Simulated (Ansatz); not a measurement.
**AlH3O (AlH2(OH)): methods side by side**

The species is AlH3O (5 atoms), meant as a singlet with charge 0. As SMILES, `[H][Al]([H])[OH]`. Geometry: a GFN2-xTB relaxation, a rough one for these elements and not checked as a minimum.

Quantity: the electronic atomisation energy, in eV. The values are calculated. Electronic energies at fixed atoms, without zero-point motion or spin-orbit coupling.

```csv
level,kind,program,value (eV),less FCI/STO-3G,CPU time (all runs)
B3LYP/STO-3G,global hybrid,Ansatz,18.92,+3.18,2.3 s
BHLYP/STO-3G,global hybrid,Ansatz,18.13,+2.39,2.4 s
CAM-B3LYP/STO-3G,range-separated hybrid,Ansatz,19.03,+3.29,3.3 s
wB97M-V/STO-3G,range-separated hybrid,Ansatz,19.23,+3.49,24 s
B2PLYP/STO-3G,double hybrid,Ansatz,17.71,+1.97,3.3 s
CCSD(T)/STO-3G,coupled cluster or CI,Ansatz,15.74,0.00,0.94 s
CCSDT(Q)/STO-3G,coupled cluster or CI,Ansatz,15.74,0.00,1.7 s
CCSDTQ/STO-3G,coupled cluster or CI,Ansatz,15.74,0.00,7.5 s
FCI/STO-3G,exact in the basis,Ansatz,15.74,0.00,2.5 s
```

FCI/STO-3G is exact within its basis and frozen core, so for wave-function methods in that basis the difference is their error; functionals converge differently with the basis, so for them it is only a difference. The values span 15.74 to 19.23 eV. All rows use very small basis sets, so even the best lies far from the true value. Times are those of the runs behind each value, whatever else they computed, on shared processors of several kinds: orders of magnitude only.

Coupled cluster with perturbative triples already reproduces the full-CI atomisation energy of 15.74 eV to the printed precision, and higher excitations change nothing visible. This fits a molecule with a dominant closed-shell configuration: aluminium is formally trivalent, its bonds to hydrogen and oxygen are polar σ bonds, and an empty 3p orbital on the metal accepts some oxygen lone-pair density without creating a strong near-degeneracy.

All the functionals bind more strongly, by 1.97 to 3.49 eV. The likely reason is that a density functional supplies dynamic correlation directly from the density, whereas full CI can recover only what the few virtual orbitals of a minimal basis allow. B2PLYP lies closest, which is consistent with its taking part of the correlation from those same virtuals and with its large share of exact exchange. The latter probably also lowers BHLYP relative to B3LYP. The total atomisation energy does not reveal how the binding is divided among the Al–O, Al–H and O–H bonds.
